Appendix. Two-mode squeezed vacuum from a MgO:LiNbO₃ parametric source

A.1 System and conventions

The source is a periodically poled LiNbO₃ waveguide, MgO-doped against photorefractive damage, with signal at λs = 810 nm and idler at λi = 1550 nm. Energy conservation fixes the pump at λp = λsλi/(λs + λi) = 532.0 nm. The length is L = 10 mm, and flat-topped nanosecond pulses of 0.50 W fill an effective area of 50 µm² (mode overlap included), so I = 1.0×10¹⁰ W/m². Material inputs are approximate values for the doped niobate: d₃₃ ≈ 25 pm/V and extraordinary indices np ≈ 2.23, ns ≈ 2.17, ni ≈ 2.13.

Fields are E = Re[A exp(ikz − iωt)], the nonlinear polarisation is P = 2ε₀dE², and I = ½nε₀c|A|². Lower-case n is an index; N is a photon number. One phase-matched pair of conjugate frequency modes is treated, a (signal) and b (idler), with x = (a + a†)/√2 and p = (a − a†)/(i√2). The vacuum variance is ½ per quadrature, hence 1 for xs − xi and for ps + pi. Entropies are in nats.

A.2 Estimate by hand

Take n ≈ 2 throughout and ε₀c ≈ 2.7×10⁻³ A/V. The pump amplitude is E₀ = √(2I/nε₀c) ≈ 1.9×10⁶ V/m, rounded to 2×10⁶ V/m. The cross term of P modulates the relative permittivity by 4dE₀ cos ωpt and the index by (2dE₀/n) cos ωpt. Only one of the two exponentials in the cosine is resonant with pair creation, so the coupling per length is Γ ≈ k₀dE₀/n. With a vacuum wavelength near 1 µm (k₀ ≈ 6×10⁶ m⁻¹) and d ≈ 15 pm/V for a poled crystal, Γ ≈ 90 m⁻¹ and r = ΓL ≈ 0.9.

The amplitude to create one pair from vacuum is r, so N̄ ≈ r² = 0.81 ≈ 0.8 photons per mode. Photons come in pairs, so Ns − Ni does not fluctuate, and counting the idler reveals the signal number. The entanglement is then the entropy of the pair number. A flat distribution over 0…M pairs has mean M/2, so it spans 2N̄ + 1 ≈ 2.6 states and S ≈ ln 2.6 = 0.96. As for a pumped swing, one joint quadrature grows as e^r and another shrinks as e^(−r), which gives a variance e^(−1.8) ≈ 0.17, or −7.8 dB.

A.3 Careful calculation

Gain. The component of P at ωs has amplitude 2ε₀d A_p A_i*. First-order poling replaces d by its resonant Fourier coefficient d_eff = (2/π)d₃₃ = 15.9 pm/V. The slowly varying envelope obeys dA_s/dz = i(ωs d_eff/ns c) A_p A_i*, and likewise with s ↔ i. Scaling to photon flux, A_s ∝ √(ωs/ns) a and A_i ∝ √(ωi/ni) b, and choosing the pump phase so that iA_p > 0,

da/dz = Γb†, db†/dz = Γa, Γ = [2π/√(λsλi)] d_eff |A_p|/√(ns ni). (A1)

Here 2π/√(λsλi) = 5.61×10⁶ m⁻¹, |A_p| = √(2I/npε₀c) = 1.84×10⁶ V/m and √(ns ni) = 2.15, so Γ = 76.3 m⁻¹ and r = 0.763. The third digit serves the bookkeeping of A.4; the inputs support about two.

State. Equation (A1) integrates to U†aU = a cosh r + b† sinh r and U†bU = b cosh r + a† sinh r, with U = exp[r(a†b† − ab)]. The generator commutes with Ns − Ni, so |ψ⟩ = U|0,0⟩ = Σ c_m|m,m⟩. The state is annihilated by UaU† = a cosh r − b† sinh r. Projecting on |m, m+1⟩ gives √(m+1)(c_(m+1) cosh r − c_m sinh r) = 0, and normalisation yields

|ψ⟩ = (1/cosh r) Σ_m tanh^m r |m,m⟩. (A2)

Marginals. Equation (A2) is a Schmidt decomposition. Tracing out either mode leaves a diagonal state with P_m = (1 − q)q^m, q = tanh² r = 0.413. Summing the geometric series,

N̄ = q/(1 − q) = sinh² r = 0.704, ⟨N(N − 1)⟩ = 2N̄², g² = ⟨N(N − 1)⟩/N̄² = 2. (A3)

The probabilities of zero, one and two pairs are 0.587, 0.242 and 0.100, and of three or more q³ = 0.071. Each mode has Var N = N̄(N̄ + 1) = 1.20, while Var(Ns − Ni) = 0 because every term of (A2) has Ns = Ni. Writing q = exp(−ħω/k_BT) assigns 2.01×10⁴ K to the signal and 1.05×10⁴ K to the idler: the occupations are equal, the effective temperatures are not.

EPR variances. The transformation gives xs − xi → e^(−r)(xs − xi) and ps + pi → e^(−r)(ps + pi), so

Var(xs − xi) = Var(ps + pi) = e^(−2r) = 0.217, or −6.63 dB, (A4)

while xs + xi and ps − pi have variance e^(2r) = 4.60. For a product state the two variances in (A4) add to at least 2, because Var x + Var p ≥ 1 in each mode, and mixing cannot lower that bound. Any r > 0 violates it.

Entropy. For the pure state (A2) the entanglement is S = −Σ P_m ln P_m = −ln(1 − q) − N̄ ln q. With 1 − q = 1/(N̄ + 1) and q = N̄/(N̄ + 1),

S = (N̄ + 1) ln(N̄ + 1) − N̄ ln N̄ = 1.16, or 1.67 bits. (A5)

A.4 Why the two differ

Gain: 0.9 against 0.763, a ratio of 0.848. The formula in A.2 has the form of (A1), so the gap comes from rounding alone: 0.935 from the wavenumber, 1.06 from d, 0.92 from the pump field and 0.93 from the index. Three roundings raised the estimate and one lowered it.

Squeezing: −7.8 dB against −6.63 dB. The swing argument is exact for (A1), and decibels are linear in r, so the 1.2 dB gap is the same factor 0.848.

Photon number: 0.81 against 0.704, a ratio of 0.87, which hides two larger effects of opposite sign. The lower gain reduces r² to 0.582, a factor 0.72. Stimulated emission, absent from the one-pair amplitude, raises it by sinh² r/r² = 1 + r²/3 + 2r⁴/45 + … = 1.21, the first two corrections being 0.194 and 0.015. Because the estimate overstated r and omitted stimulation, it landed close by partial cancellation; sinh² at r = 0.9 is 1.05, which is 50 % above 0.704.

Entropy: 0.96 against 1.16. The count 2N̄ + 1 happens to be the exact inverse purity, since Σ P_m² = (1 − q)/(1 + q) = 1/(2N̄ + 1). The estimate is therefore the Rényi-2 entropy, which never exceeds the von Neumann entropy. At the correct N̄ it is ln 2.41 = 0.879, a shift of −0.08. The geometric distribution has the largest entropy at a given mean, and its shape, peaked at zero with a long tail, adds 0.28, for a net +0.20. This shape term approaches 1 − ln 2 = 0.307 at large N̄, so the flat count stays low by a fixed amount at high gain.

A.5 Size of neglected effects

Input uncertainty rivals these gaps. A 10 % change in d₃₃ moves r by 10 %, N̄ by 2r coth r × 10 % = 24 %, S by 0.15 and the squeezing by 0.7 dB. The supported results are r ≈ 0.76, N̄ ≈ 0.7, S ≈ 1.2 and about −6.6 dB, within those margins.

Loss matters more for the squeezing. An efficiency η in each arm mixes in vacuum and thins the photons binomially, so the variance in (A4) becomes ηe^(−2r) + 1 − η and Var(Ns − Ni) = 2η(1 − η)N̄. For an assumed η = 0.8 these are 0.37 (−4.3 dB) and 0.23; the change of more than 2 dB exceeds the gap in A.4. The marginals remain thermal with g² = 2, but the joint state is mixed, and the marginal entropy no longer measures entanglement.

The waveguide emits many mode pairs. An approximate group-index difference of 0.08 between signal and idler gives a walk-off of 2.7 ps and a bandwidth of order its inverse, 0.4 THz, so a nanosecond pulse contains hundreds of pairs. Their entropies add, detuned pairs have smaller r, and a detector that sums K equally populated modes records g² = 1 + 1/K. The pump power converted is about N̄ × bandwidth × ħωp ≈ 1×10⁻⁷ W out of 0.50 W, so treating the pump as an undepleted classical field is safe.